**Hand estimates of the magnetisability of CO₂ against GIAO B3LYP values in six basis sets**

The table holds the isotropic magnetisability, its anisotropy and the molar susceptibility of linear CO₂ from PySCF, GIAO B3LYP, at one PBE0-D3(BJ)/def2-SVP geometry. The program tests a Langevin sum over Slater atoms, a count of one unit per electron, a Pascal sum from rough recalled constants, and a two-constant rule that splits the anisotropy into a quadrupole term and an excess paramagnetic part. The Slater sum is 2 to 5 % too large for the isotropic value but 8.5 to 12.6 % too small for the parallel component, and the Pascal sum misses by 32 % or more. The fitted rule reaches 0.7 % rms in the isotropic value, little better than the table mean at 0.9 %, and misses the anisotropy by up to 26 %. Parallel component and anisotropy move oppositely across the bases, which helps to keep the isotropic spread at 2.8 % of its average against 45 % for the smaller anisotropy.

Gas-phase CO₂ computed with PySCF 2.14.0 using B3LYP, density fitting and GIAOs, non-relativistic, at the PBE0-D3(BJ)/def2-SVP geometry without vibrational averaging. Magnetisability and molar susceptibility are isotropic means; the anisotropy is the root of half the summed squared differences of the principal values.

## The fit in Python

```python
# Table: GIAO magnetisability, anisotropy, molar susceptibility of CO2; PySCF, B3LYP, six bases, one geometry.
# Tested: hand rules (Langevin sum over Slater atoms, one unit per electron, Pascal sum) and
# the split anisotropy = K*quadrupole + excess paramagnetic part P.
T = {
    'system': ['B3LYP/3-21G', 'B3LYP/def2-SVPD', 'B3LYP/IGLO-II', 'B3LYP/6-31++G(d,p)', 'B3LYP/cc-pCVDZ', 'B3LYP/IGLO-III'],
    'magnetisability': [-375.8, -371.8, -368.7, -367.9, -367.6, -365.6],  # 1e-30 J/T^2
    'magnetisability_anisotropy': [64.7, 100.1, 93.6, 101.5, 82.9, 105.4],  # 1e-30 J/T^2
    'susceptibility': [-22.63, -22.39, -22.2, -22.16, -22.14, -22.02],  # 1e-6 cm^3/mol
}
import numpy as np
from scipy import constants as c
a0 = c.physical_constants['Bohr radius'][0]
u = c.mu_0/(4*np.pi)*c.N_A*1e-30*1e12      # 1e-6 cm3/mol per 1e-30 J/T2
K = c.e**2*a0**2/(4*c.m_e)*1e30*u          # 1e-6 cm3/mol per bohr^2
DA = 1e-21/c.c*1e-10/(c.e*a0**2)           # debye angstrom in atomic units
# further outputs of the same runs: dia perp, para perp (1e-6 cm3/mol), quadrupole (D A), HOMO, LUMO (eV)
X = {'3-21G': (-121.262, 99.93, -5.44, -9.647631, 1.091148),
     'def2-SVPD': (-121.718, 101.335, -4.616, -10.5619, -0.39967),
     'IGLO-II': (-121.561, 101.237, -4.946, -10.38358, 0.63787),
     '6-31++G(d,p)': (-121.746, 101.629, -4.851, -10.48158, -0.52171),
     'cc-pCVDZ': (-120.452, 99.978, -4.251, -10.01572, 1.057728),
     'IGLO-III': (-121.428, 101.529, -4.472, -10.46943, 0.18513)}
B = 11.75463e9                             # rotational constant of the runs, Hz; 16O mass 15.995 u
R2 = c.h/(8*np.pi**2*B)/(2*15.995*c.atomic_mass)/a0**2
n = [s.split('/')[1] for s in T['system']]
xi, an, chi = (np.array(T[k], float) for k in ('magnetisability', 'magnetisability_anisotropy', 'susceptibility'))
dia, para, Q, ho, lu = np.array([X[s] for s in n]).T
iso, D = xi*u, an*u
par = iso - 2*D/3; perp = iso + D/3        # the axis is the most negative direction in all runs
big = 16*K*R2; KQ = K*Q*DA; P = para - big; gap = lu - ho
r2 = lambda Z: 2*3/(Z-0.3)**2 + (Z-2)*7.5/((Z-1.7-0.35*(Z-3))/2)**2   # Slater's rules, bohr^2
S = r2(6) + 2*r2(8); sl = -2*K*S/3
f = par.mean()/sl; P0 = P.mean()
Dm = KQ + P0; full = f*sl + 2*Dm/3
pc = lambda m, v: 100*(m/v - 1)
rms = lambda v: np.sqrt(np.mean(v**2))
print("chi in 1e-6 cm3/mol; errors in % of magnitude (+ means too large)")
print(f"1e-30 J/T2 = {u:.5f}; inverse {1/u:.3f}; K = {K:.4f} per bohr^2; 2K/3 = {2*K/3:.4f}")
print(f"rounding: {0.05*u:.3f} ({100*0.05/abs(xi.mean()):.3f} % of iso); column conversion worst {abs(iso-chi).max():.3f}")
print(f"spread iso {np.ptp(xi):.1f} ({100*np.ptp(xi)/abs(xi.mean()):.1f} %), anisotropy {np.ptp(an):.1f} ({100*np.ptp(an)/an.mean():.0f} %), 1e-30 J/T2")
print(f"Slater <r2> bohr^2: C {r2(6):.2f}, O {r2(8):.2f}, sum {S:.2f}; chi {sl:.2f} = {sl/u:.0f} e-30 J/T2")
print(f"22 electrons: -22.00 = {-22/u:.0f} e-30 J/T2; one bohr per electron, parallel: {-22*K:.2f}")
pa = -6.0 - 2*4.6; pb = pa + 2*6.3         # Pascal constants, rough recalled values
print(f"Pascal sum {pa:.1f} ({pc(pa, iso.mean()):+.0f} %), with two C=O corrections {pb:.1f} ({pc(pb, iso.mean()):+.0f} %)")
print(f"R = {np.sqrt(R2)*a0*1e10:.3f} A, 16R^2 = {16*R2:.2f} bohr^2, 16KR^2 = {big:.2f}; K per D A = {K*DA:.4f}")
print(f"fitted: f = {f:.3f} (parallel {f*sl:.2f}), P = {P0:.2f}; mean iso {iso.mean():.2f}, mean aniso {D.mean():.2f}")
print("isotropic: basis, chi, err Slater %, err electron count %, fitted rule, err %")
for i, s in enumerate(n):
    print(f" {s:13s}{iso[i]:8.2f}{pc(sl, iso[i]):+6.1f}{pc(-22, iso[i]):+6.1f}{full[i]:8.2f}{pc(full[i], iso[i]):+6.1f}")
print(f"rms %: Slater {rms(pc(sl, iso)):.1f}, count {rms(pc(-22, iso)):.1f}, fitted {rms(pc(full, iso)):.1f}, table mean {rms(pc(iso.mean(), iso)):.1f}")
print("components: basis, par, perp, rms bohr from axis, par err %: Slater, scaled, one bohr")
for i, s in enumerate(n):
    print(f" {s:13s}{par[i]:8.2f}{perp[i]:8.2f}{np.sqrt(-par[i]/K/22):7.3f}{pc(sl, par[i]):+6.1f}{pc(f*sl, par[i]):+6.1f}{pc(-22*K, par[i]):+6.1f}")
print("anisotropy: basis, value, K*quadrupole, P, rule, err %, gap eV")
for i, s in enumerate(n):
    print(f" {s:13s}{D[i]:6.2f}{KQ[i]:7.2f}{P[i]:7.2f}{Dm[i]:6.2f}{pc(Dm[i], D[i]):+6.0f}{gap[i]:7.2f}")
print(f"anisotropy rms residual: rule {rms(Dm-D):.2f}, plain mean {rms(D-D.mean()):.2f}; worst row of rule {n[int(abs(Dm-D).argmax())]}")
clo = max(abs(par - big + KQ - dia).max(), abs(KQ + P - D).max())
print(f"quadrupole identity closes to {clo:.3f} (built in)")
for s in ('IGLO-III', 'cc-pCVDZ'):
    j = n.index(s)
    print(f"3-21G to {s}: par {par[j]-par[0]:+.2f}, aniso {D[j]-D[0]:+.2f} (quadrupole {KQ[j]-KQ[0]:+.2f}, P {P[j]-P[0]:+.2f}), iso {iso[j]-iso[0]:+.2f}")
j, k = n.index('cc-pCVDZ'), n.index('6-31++G(d,p)')
print(f"cc-pCVDZ less 6-31++G(d,p), 1e-30 J/T2: iso {xi[j]-xi[k]:+.1f}, anisotropy {an[j]-an[k]:+.1f}")
print(f"slope aniso on par {np.polyfit(par, D, 1)[0]:.2f} (-1.5 keeps iso fixed), r = {np.corrcoef(par, D)[0,1]:.2f}")
print(f"P against 1/gap: r = {np.corrcoef(1/gap, P)[0,1]:.2f} (six rows); P range {P.min():.2f} to {P.max():.2f}")
print(f"Slater sum less mean parallel {sl-par.mean():+.2f}; omitted 2/3 anisotropy {2*D.mean()/3:+.2f}; net on iso {sl-iso.mean():+.2f}")
print(f"mean para perp {para.mean():.1f}, dia perp {dia.mean():.1f}, share of para in 16KR^2 {100*big/para.mean():.0f} %")
assert abs(iso-chi).max() < 0.01 and clo < 0.015
assert np.all(par < sl) and np.all(iso > sl)
assert np.ptp(an)/an.mean() > 5*np.ptp(xi)/abs(xi.mean())
assert np.all(KQ < 0) and np.all(P > -KQ)
```

Output:

```
chi in 1e-6 cm3/mol; errors in % of magnitude (+ means too large)
1e-30 J/T2 = 0.06022; inverse 16.605; K = 1.1880 per bohr^2; 2K/3 = 0.7920
rounding: 0.003 (0.014 % of iso); column conversion worst 0.005
spread iso 10.2 (2.8 %), anisotropy 40.7 (45 %), 1e-30 J/T2
Slater <r2> bohr^2: C 11.55, O 8.80, sum 29.14; chi -23.08 = -383 e-30 J/T2
22 electrons: -22.00 = -365 e-30 J/T2; one bohr per electron, parallel: -26.14
Pascal sum -15.2 (-32 %), with two C=O corrections -2.6 (-88 %)
R = 1.159 A, 16R^2 = 76.79 bohr^2, 16KR^2 = 91.23; K per D A = 0.8833
fitted: f = 1.123 (parallel -25.92), P = 9.71; mean iso -22.26, mean aniso 5.50
isotropic: basis, chi, err Slater %, err electron count %, fitted rule, err %
 3-21G          -22.63  +2.0  -2.8  -22.65  +0.1
 def2-SVPD      -22.39  +3.1  -1.7  -22.17  -1.0
 IGLO-II        -22.20  +3.9  -0.9  -22.36  +0.7
 6-31++G(d,p)   -22.16  +4.2  -0.7  -22.31  +0.7
 cc-pCVDZ       -22.14  +4.2  -0.6  -21.95  -0.8
 IGLO-III       -22.02  +4.8  -0.1  -22.08  +0.3
rms %: Slater 3.8, count 1.4, fitted 0.7, table mean 0.9
components: basis, par, perp, rms bohr from axis, par err %: Slater, scaled, one bohr
 3-21G          -25.23  -21.33  0.982  -8.5  +2.8  +3.6
 def2-SVPD      -26.41  -20.38  1.005 -12.6  -1.8  -1.0
 IGLO-II        -25.96  -20.32  0.997 -11.1  -0.1  +0.7
 6-31++G(d,p)   -26.23  -20.12  1.002 -12.0  -1.2  -0.4
 cc-pCVDZ       -25.47  -20.47  0.987  -9.4  +1.8  +2.6
 IGLO-III       -26.25  -19.90  1.002 -12.1  -1.2  -0.4
anisotropy: basis, value, K*quadrupole, P, rule, err %, gap eV
 3-21G          3.90  -4.80   8.70  4.90   +26  10.74
 def2-SVPD      6.03  -4.08  10.11  5.63    -7  10.16
 IGLO-II        5.64  -4.37  10.01  5.34    -5  11.02
 6-31++G(d,p)   6.11  -4.28  10.40  5.43   -11   9.96
 cc-pCVDZ       4.99  -3.75   8.75  5.96   +19  11.07
 IGLO-III       6.35  -3.95  10.30  5.76    -9  10.65
anisotropy rms residual: rule 0.71, plain mean 0.84; worst row of rule 3-21G
quadrupole identity closes to 0.002 (built in)
3-21G to IGLO-III: par -1.02, aniso +2.45 (quadrupole +0.86, P +1.60), iso +0.61
3-21G to cc-pCVDZ: par -0.24, aniso +1.10 (quadrupole +1.05, P +0.05), iso +0.49
cc-pCVDZ less 6-31++G(d,p), 1e-30 J/T2: iso +0.3, anisotropy -18.6
slope aniso on par -1.83 (-1.5 keeps iso fixed), r = -0.95
P against 1/gap: r = 0.60 (six rows); P range 8.70 to 10.40
Slater sum less mean parallel +2.85; omitted 2/3 anisotropy +3.67; net on iso -0.82
mean para perp 100.9, dia perp -121.4, share of para in 16KR^2 90 %
```
